\section*{Premises}

I take one centre with one localised orbital and one lattice coordinate $x$:
\begin{equation}
H=\frac{p^2}{2M}+\frac{K x^2}{2}+(\varepsilon-\lambda x)\,\hat n+U\hat n_\uparrow\hat n_\downarrow ,\qquad \hat n=\hat n_\uparrow+\hat n_\downarrow .
\label{H}
\end{equation}
The premises are: (i) the orbital is non-degenerate, so $n=0,1,2$; (ii) the lattice is harmonic and $K=M\omega^2$ does not depend on $n$; (iii) the level moves linearly with $x$, the sign of $x$ being fixed by $\lambda>0$; (iv) $U$ is the repulsion at fixed nuclei, screened by electrons only, and independent of $x$; (v) hopping to other orbitals is dropped from the energies, and exchange with a reservoir serves only to set up equilibrium. Here $x=0$ is the equilibrium of the empty centre and $\varepsilon$ the level at that geometry. Equation \eqref{H} is the negative-$U$ centre of Anderson (1975) and also one site of the Holstein--Hubbard model at zero hopping.

\section*{Static relaxation}

Since $[H,\hat n_\sigma]=0$, each occupation has its own potential,
\begin{equation}
V_n(x)=\tfrac12Kx^2+n(\varepsilon-\lambda x)+U\delta_{n,2}.
\end{equation}
Completing the square,
\begin{equation}
V_n(x)=\tfrac12K(x-x_n)^2+E(n),\qquad x_n=\frac{n\lambda}{K},
\label{square}
\end{equation}
\begin{equation}
E(n)=n\varepsilon-E_p n^2+U\delta_{n,2},\qquad E_p=\frac{\lambda^2}{2K}.
\label{En}
\end{equation}
The $n^2$ has a plain origin. The force on the lattice is $n\lambda$, so the displacement grows as $n$; each of the $n$ electrons gains $\lambda x_n=2nE_p$, in total $2n^2E_p$, and the spring takes back $Kx_n^2/2=n^2E_p$. The second difference removes $\varepsilon$:
\begin{equation}
U_{\rm eff}\equiv E(2)+E(0)-2E(1)=(U-4E_p)+2E_p=U-2E_p .
\label{Ueff}
\end{equation}
Because $\hat n_\sigma^2=\hat n_\sigma$, one has $\hat n^2=\hat n+2\hat n_\uparrow\hat n_\downarrow$, and \eqref{En} reads $(\varepsilon-E_p)\hat n+(U-2E_p)\hat n_\uparrow\hat n_\downarrow$: a level lowered by $E_p$ and a repulsion lowered by $2E_p$. With several harmonic modes coupled to the same $\hat n$ the squares complete one by one and $E_p=\sum_k\lambda_k^2/2K_k$.

\section*{Quantum lattice}

I check that nothing depends on treating $x$ as classical. Put $x=\ell(b+b^\dagger)$, $\ell^2=\hbar/2M\omega$, and $g=\lambda\ell/\hbar\omega$. Then
\begin{equation}
H=\hbar\omega(b^\dagger b+\tfrac12)-g\hbar\omega\,\hat n(b+b^\dagger)+\varepsilon\hat n+U\hat n_\uparrow\hat n_\downarrow ,\qquad g^2\hbar\omega=\frac{\lambda^2}{2M\omega^2}=E_p .
\end{equation}
The Lang--Firsov generator is $A=g\hat n(b-b^\dagger)$, which is anti-Hermitian, so $e^A$ is unitary. From $[A,b]=g\hat n$, which commutes with $A$, the commutator series stops: $e^Abe^{-A}=b+g\hat n$, and likewise for $b^\dagger$. The phonon terms become
\begin{equation}
\hbar\omega(b^\dagger+g\hat n)(b+g\hat n)-g\hbar\omega\hat n(b+b^\dagger+2g\hat n)=\hbar\omega b^\dagger b-g^2\hbar\omega\,\hat n^2 ,
\end{equation}
the linear terms cancelling. The exact spectrum is $E(n)+\hbar\omega(k+\frac12)$, $k=0,1,\dots$ The ladder is the same for every $n$, so \eqref{Ueff} holds for any $\hbar\omega/E_p$, and the vibrational partition function cancels from all occupation probabilities.

The coupling survives in the electron operator. From $[A,c_\sigma]=-g(b-b^\dagger)c_\sigma$, repeated, $e^Ac_\sigma e^{-A}=c_\sigma X$ with $X=e^{g(b^\dagger-b)}$. Removing an electron displaces the oscillator by one step $\lambda/K$, whatever $n$ was. For the weight $W_m$ of creating $m$ net phonons I need $G(t)=\langle X^\dagger(t)X\rangle=\sum_mW_me^{-im\omega t}$, with $b(t)=be^{-i\omega t}$. I use $e^Pe^Q=e^{P+Q}e^{[P,Q]/2}$, here with $[P,Q]=-2iS\sin\omega t$ and $S=g^2=E_p/\hbar\omega$ the Huang--Rhys factor, and the Gaussian average $\langle e^{\alpha b^\dagger-\alpha^*b}\rangle=e^{-|\alpha|^2(\bar N+1/2)}$ with $\alpha=g(1-e^{i\omega t})$ and $\bar N$ the Bose factor:
\begin{equation}
G(t)=\exp\{-S(2\bar N+1)+S(\bar N+1)e^{-i\omega t}+S\bar Ne^{i\omega t}\}.
\end{equation}
With $\theta=\hbar\omega/2k_BT$ one has $\bar N+1=e^{\theta}/2\sinh\theta$, $\bar N=e^{-\theta}/2\sinh\theta$, $2\bar N+1=\coth\theta$. The generating function $e^{z(s+1/s)/2}=\sum_mI_m(z)s^m$ with $s=e^{\theta-i\omega t}$ gives
\begin{equation}
W_m=e^{-S\coth\theta+m\theta}\,I_m(S/\sinh\theta).
\label{W}
\end{equation}
The first two derivatives of $\ln G$ give mean $S$ and variance $S\coth\theta$. At $T=0$ the weights are Poisson, $e^{-S}S^m/m!$. The removal spectrum thus starts at $E(n-1)-E(n)$ with weight $e^{-S}$ and is centred $E_p$ higher.

\section*{Ground state against chemical potential}

In contact with a reservoir at $\mu$ the centre minimises $\Omega_n=E(n)-n\mu$. The terms in $\mu$ cancel in
\begin{equation}
\Omega_1-\tfrac12(\Omega_0+\Omega_2)=-\tfrac12U_{\rm eff}.
\label{convex}
\end{equation}
For $U<2E_p$ the right side is positive, so $\Omega_1$ exceeds the mean of $\Omega_0$ and $\Omega_2$ and hence the smaller of them, at every $\mu$. The singly occupied state is never the ground state, and two such centres release $|U_{\rm eff}|$ by turning into one empty and one doubly occupied centre. The one-electron transition levels $E(1)-E(0)$ and $E(2)-E(1)$ differ by $U_{\rm eff}$ and are inverted: the second electron is bound more strongly than the first. The only change of ground state is $0\to2$, at $\Omega_0=\Omega_2$:
\begin{equation}
\mu^*=\tfrac12[E(2)-E(0)]=\varepsilon-2E_p+\tfrac12U .
\label{mustar}
\end{equation}
For an ensemble with fixed mean filling $\nu$ strictly between 0 and 2, both charge states must be present at $T=0$, which is possible only at $\mu=\mu^*$. That is the pinning. For $U_{\rm eff}>0$ there are two levels and $\mu$ jumps by $U_{\rm eff}$ as $\nu$ passes 1.

\section*{Finite temperature}

Let $\beta=1/k_BT$, $E(0)=0$, and let $w_n$ be the degeneracies, $w=(1,2,1)$ for \eqref{H}. Define $y=e^{\beta(\mu-\mu^*)}$ and $\eta=e^{\beta U_{\rm eff}/2}$. Since $E(1)-\mu^*=-U_{\rm eff}/2$, the grand sum and the probabilities are
\begin{equation}
Z=w_0+w_1\eta y+w_2y^2,\qquad P_0:P_1:P_2=w_0:w_1\eta y:w_2y^2 .
\end{equation}
Two exact relations follow by division:
\begin{equation}
\frac{P_1^2}{P_0P_2}=\frac{w_1^2}{w_0w_2}e^{\beta U_{\rm eff}},\qquad
\mu=\mu^*+\frac{k_BT}{2}\ln\frac{w_0P_2}{w_2P_0}.
\label{mass}
\end{equation}
The first is the mass-action law of the disproportionation. For $w=(1,2,1)$, setting $\nu=P_1+2P_2$ gives $(2-\nu)y^2+2\eta(1-\nu)y-\nu=0$, whose positive root is
\begin{equation}
y=\frac{-\eta(1-\nu)+\sqrt{\eta^2(1-\nu)^2+\nu(2-\nu)}}{2-\nu}.
\label{y}
\end{equation}
Three limits test it. For $\eta=1$ the radical equals 1 and $y=\nu/(2-\nu)$, the Fermi function of an uncorrelated level. For $\eta\gg1$ and $\nu<1$, $y\to\nu/[2\eta(1-\nu)]$, so $\mu=E(1)+k_BT\ln[\nu/2(1-\nu)]$, a spin-degenerate one-electron level. For $\eta\ll1$,
\begin{equation}
\mu=\mu^*+\frac{k_BT}{2}\ln\frac{\nu}{2-\nu},
\end{equation}
with half the logarithmic slope of the uncorrelated level, because electrons enter in pairs. At $\nu=1$, $y=1$ for any $\eta$ and $P_1=\eta/(1+\eta)$. Only $n=1$ carries spin, so the Curie susceptibility, proportional to $P_1/T$, is activated with energy $|U_{\rm eff}|/2$. A pinned Fermi level without unpaired spins is the signature of the centre. So \eqref{mustar} is the pinning energy up to terms of order $k_BT$ from filling and degeneracy.

\section*{Vertical energies and barriers}

From here the zero of electron energy is the conduction band edge, and an electron not on the centre sits there. The vertical cost of removing one electron from the relaxed pair state is
\begin{equation}
E_{\rm opt}=V_1(x_2)-V_2(x_2)=\lambda x_2-\varepsilon-U=4E_p-\varepsilon-U ,
\label{opt}
\end{equation}
which equals $E(1)-E(2)+E_p$, the centre of the removal spectrum found above. Define the pinning depth $\Delta=-\mu^*$, so $2\Delta=4E_p-2\varepsilon-U$. Subtracting,
\begin{equation}
\varepsilon=E_{\rm opt}-2\Delta .
\label{eps}
\end{equation}
A centre whose optical depth exceeds $2\Delta$ has its unrelaxed level above the band edge: the bound state exists only through the distortion.

The curves cross where the added electron costs nothing: $V_0=V_1$ at $\lambda x=\varepsilon$ and $V_1=V_2$ at $\lambda x=\varepsilon+U$. By \eqref{square} the height above the minimum of $V_n$ is $K(x-x_n)^2/2=(\lambda x-2nE_p)^2/4E_p$, so
\begin{equation}
B_{01}=\frac{\varepsilon^2}{4E_p},\quad B_{10}=\frac{(2E_p-\varepsilon)^2}{4E_p},\quad B_{12}=\frac{(\varepsilon+U-2E_p)^2}{4E_p},\quad B_{21}=\frac{E_{\rm opt}^2}{4E_p}.
\label{B}
\end{equation}
The singly occupied state has a metastable minimum of its own if $x_1$ lies between the crossings, $\varepsilon<2E_p<\varepsilon+U$. By \eqref{opt} the second inequality is $E_{\rm opt}<2E_p$, and by \eqref{B} that is $E_{\rm opt}>2B_{21}$. In a golden-rule treatment with a constant electronic matrix element, thermal emission to the band edge goes as $W_{-p}$ with $p\hbar\omega=E(1)-E(2)$. For $\theta\ll1$, \eqref{W} is a Gaussian of mean $S$ and variance $S/\theta$, and its exponent at $m=-p$ is $-(p+S)^2\theta/2S=-\beta E_{\rm opt}^2/4E_p$. So $B_{21}$ is the high-temperature activation energy. Equations \eqref{opt}--\eqref{B} invert to
\begin{equation}
E_p=\frac{E_{\rm opt}^2}{4B_{21}},\qquad U=4E_p-2E_{\rm opt}+2\Delta,\qquad U_{\rm eff}=2E_p-2E_{\rm opt}+2\Delta .
\label{invert}
\end{equation}

\section*{Donors in a semiconductor}

Let the centre be a donor of density $N_D$ with charge $+1,0,-1$ for $n=0,1,2$, uncompensated, and let the band be non-degenerate, $n_c=N_ce^{\beta\mu}$, $N_c=2(m^*k_BT/2\pi\hbar^2)^{3/2}$. Neglecting neutral centres, $N^++N^-=N_D$ and $N^+-N^-=n_c$, so $N^\pm=(N_D\pm n_c)/2$. The second relation of \eqref{mass} gives $N^-/N^+=(w_2/w_0)(n_c/N_c)^2e^{2\beta\Delta}$, hence
\begin{equation}
n_c=n_\infty\sqrt{\frac{N_D-n_c}{N_D+n_c}},\qquad n_\infty=N_c\sqrt{\frac{w_0}{w_2}}\;e^{-\beta\Delta}.
\label{neut}
\end{equation}
For $N_D\ll n_\infty$ every donor is ionised and nothing is pinned. For $N_D\gg n_\infty$ the density saturates at $n_\infty$: half the donors compensate the other half, $n_c$ stops depending on $N_D$, and the exponential carries the full $\Delta$. An ordinary uncompensated donor of the same depth obeys $n_c^2/(N_D-n_c)=(N_c/2)e^{-\beta\Delta}$ and in freeze-out gives $n_c\propto\sqrt{N_D}\,e^{-\beta\Delta/2}$.

\section*{Range of validity}

\emph{Hopping.} On a lattice with hopping $t$ and $z$ neighbours, the real hop of a polaron shifts two oscillators by one step each, overlap $e^{-S/2}$ apiece, so its amplitude is $te^{-S}$. For $S\gg1$ this is negligible against virtual hops at frozen geometry. A single electron sits at $\varepsilon-2E_p$ and an empty neighbour offers $\varepsilon$, so second order gives $-zt^2/2E_p$. Either electron of a pair leaves at cost $4E_p-U$, which gives $-2zt^2/(4E_p-U)$. The pair energy minus twice the single one is
\begin{equation}
U-2E_p-\frac{2zt^2}{4E_p-U}+\frac{zt^2}{E_p}=(U-2E_p)\left[1-\frac{zt^2}{E_p(4E_p-U)}\right].
\end{equation}
The atomic limit needs $zt^2\ll E_p(4E_p-U)$. A competitor appears near threshold. Two polarons in a singlet on neighbouring sites couple with amplitude $\sqrt2\,t$ to each of two doubly occupied states at cost $U$, gaining $4t^2/U$, and lose two hops to an empty site, worth $t^2/E_p$ together. At $U\approx2E_p$ the net binding is $t^2/E_p$, so the on-site pair is the ground state only for $|U_{\rm eff}|$ above that scale. For a defect the analogue of $t$ is the mixing with host bands, which is small only at geometries where the level lies well inside the gap.

\emph{Harmonic, linear lattice.} The $n^2$ law, and with it \eqref{eps}--\eqref{invert}, rests on premises (ii)--(iv). If frequencies change with $n$, the classical vibrational free energy $k_BT\ln(\beta\hbar\omega)$ per mode no longer cancels and $\mu^*$ shifts by $\frac12k_BT\sum_k\ln(\omega_k^{(2)}/\omega_k^{(0)})$. Equations \eqref{convex}, \eqref{mass}, \eqref{neut} and the first equality of \eqref{mustar} survive, with $E(n)$ read as relaxed free energies.

\emph{Other states.} If a different orbital offers a lower one-electron state, that state decides the disproportionation energy.

\emph{Independent centres and equilibrium.} Coulomb interactions between charged centres must be small against $k_BT$, and the barriers \eqref{B} must be crossed within the time of the experiment.

\section*{The DX centre in Si-doped Al$_{0.3}$Ga$_{0.7}$As}

In the picture of Chadi and Chang (1988) the Si donor on a cation site captures two electrons by moving along a $\langle111\rangle$ axis and breaking one bond. I identify $n=0$ with the substitutional $d^+$, $n=2$ with DX$^-$, and $n=1$ with a localised, partly relaxed DX$^0$. Four axes give $w=(1,8,4)$. The mapping is a caricature near $x=0$: at the tetrahedral site a $\langle111\rangle$ displacement is not totally symmetric, so a non-degenerate level has no linear term there. The model describes one of four valleys, and $\varepsilon$ is an extrapolation back from the distorted side.

Typical inputs, all approximate: pinning depth $\Delta=0.07$ eV, emission activation energy $0.43$ eV, vertical ionisation energy $E_{\rm opt}$ between 1.0 and 1.2 eV, $\Gamma$ mass $m^*=0.09\,m_e$, static dielectric constant $\epsilon_r=12$. I first set $B_{21}=0.43$ eV. Equations \eqref{eps}--\eqref{invert} give, in eV, with unrounded values carried through:
\begin{center}
\begin{tabular}{ccccccccc}
$E_{\rm opt}$&$E_p$&$\varepsilon$&$U$&$U_{\rm eff}$&$E(1)$&$B_{01}$&$B_{10}$&$B_{12}$\\
1.0&0.58&0.86&0.47&$-0.70$&0.28&0.32&0.04&0.01\\
1.2&0.84&1.06&1.09&$-0.59$&0.22&0.34&0.11&0.07
\end{tabular}
\end{center}
The bare $U$ is poorly fixed, since it more than doubles across the input range, while $U_{\rm eff}$ changes little. Its sign is safe within the model: $U_{\rm eff}=E_{\rm opt}^2/2B_{21}-2E_{\rm opt}+2\Delta$ stays negative from $E_{\rm opt}=2B_{21}=0.86$ eV, where the DX$^0$ minimum first appears, up to 1.65 eV. For the second row the ordering $\varepsilon<2E_p<\varepsilon+U$ reads $1.06<1.67<2.15$ eV. DX$^0$ lies above the band edge and is a short-lived intermediate, while $E(2)=-0.14$ eV. I keep the second row below.

For the mode I assume $M=28$ u, the Si mass, and $\hbar\omega=25$ meV, the frequency chosen so that the displacement comes out near the typical 1.2 \AA\ of the broken-bond geometry. Then $K=4.2$ eV/\AA$^2$, $\lambda=\sqrt{2KE_p}=2.6$ eV/\AA, $x_2=1.3$ \AA\ and $S=33$. The zero-phonon weight is $e^{-S}=3\times10^{-15}$, and the Franck--Condon width at $T=0$ is $\sqrt{E_p\hbar\omega}=0.14$ eV, so photoionisation sets in well below $E_{\rm opt}$ and nowhere near $E(1)-E(2)=0.36$ eV.

At 200 K, $\theta=0.73$ is not small, so I size the step $B_{21}=0.43$ eV. With $p=14.5$, the order of $I_p$ continued to real values, \eqref{W} gives the slope $-d\ln W_{-p}/d\beta=0.405$ eV, 25 meV below $B_{21}$; of this, $k_BT/2=9$ meV is the Gaussian prefactor and the rest is tunnelling. Raising the barrier by that amount, $B_{21}=0.455$ eV, gives $E_p=0.79$ eV and $U_{\rm eff}=-0.68$ eV. The model's $U_{\rm eff}$ between localised states is therefore $-0.6$ to $-0.7$ eV, one figure.

That is not the energy of the reaction from the lowest neutral state. The undistorted donor also has the effective-mass state $d^0$, with binding $E_d=(m^*/m_e)\,{\rm Ry}/\epsilon_r^2=8.5$ meV and radius 7.1 nm, which lies below DX$^0$. For isolated donors $2d^0\to d^++{\rm DX}^-$ changes the energy by $-2\Delta+2E_d=-0.12$ eV. The pinning level $-\Delta$ is the same in both descriptions, because it involves only $n=0$ and $n=2$.

Equation \eqref{neut} with the $\Gamma$ valley alone gives, in cm$^{-3}$:
\begin{center}
\begin{tabular}{ccccc}
$T$ (K)&$N_c$&$n_\infty$&$n_c$ at $N_D=10^{17}$&$n_c$ at $N_D=10^{18}$\\
200&$3.7\times10^{17}$&$3.2\times10^{15}$&$3.1\times10^{15}$&$3.2\times10^{15}$\\
300&$6.8\times10^{17}$&$2.3\times10^{16}$&$1.9\times10^{16}$&$2.2\times10^{16}$
\end{tabular}
\end{center}
At 200 K ten times more silicon adds almost no electrons. For $N_D=10^{18}$ cm$^{-3}$ the Fermi level is at $-82$ meV, which is $-12$ meV relative to $\mu^*$, nearly all from $w_2=4$. The first relation of \eqref{mass} with $P_0\approx P_2\approx\frac12$ gives $P_1=2e^{\beta U_{\rm eff}/2}=8\times10^{-8}$ for the second row, an order of magnitude at best, which justifies dropping DX$^0$.

The neglected terms, at $N_D=10^{18}$ cm$^{-3}$, are these. An isolated $d^0$ level would hold $N^0/N^+=2(n_c/N_c)e^{\beta E_d}=0.03$ at 200 K; since $N_D^{1/3}$ times the radius is 0.71, these orbits overlap and act as a band tail. The Coulomb energy $e^2/4\pi\epsilon_0\epsilon_rr$ at the spacing $r=N_D^{-1/3}=10$ nm is 12 meV, against $k_BT=17$ meV at 200 K, and a shift of $\mu$ by that much changes $n_c$ by a factor 2.0. In the alloy the four axes differ in their Al and Ga neighbours, and the extreme case $w_2=1$ doubles $n_\infty$. The L valleys, with a typical offset of 0.10 eV and a typical total density-of-states mass of $0.6\,m_e$, add the fraction $(0.6/0.09)^{3/2}e^{-\beta\,0.10\,{\rm eV}}$ to $N_c$, which is 0.05 at 200 K and 0.36 at 300 K. The second figure in the density table therefore serves only to show the dependence on $N_D$. On cooling far enough the crossing of $B_{01}$ becomes too slow, the equilibrium formulas stop applying, and electrons freed by light stay in the band as persistent photoconductivity.

All these numbers are the model's. As typical knowledge, not as a measurement, layers of this composition have a capture barrier of roughly 0.2 to 0.3 eV and keep of order a tenth or more of the donor electrons free at room temperature near $10^{18}$ cm$^{-3}$. The model's $B_{01}$ thus lies somewhat high, and it depends on the region near $x=0$ where the linear coupling is least justified. Its free fraction of 2 per cent at 300 K is low by a factor of several; it rests on a temperature-independent $\Delta$, the full fourfold degeneracy and a single valley, and the last two both lower $n_c$.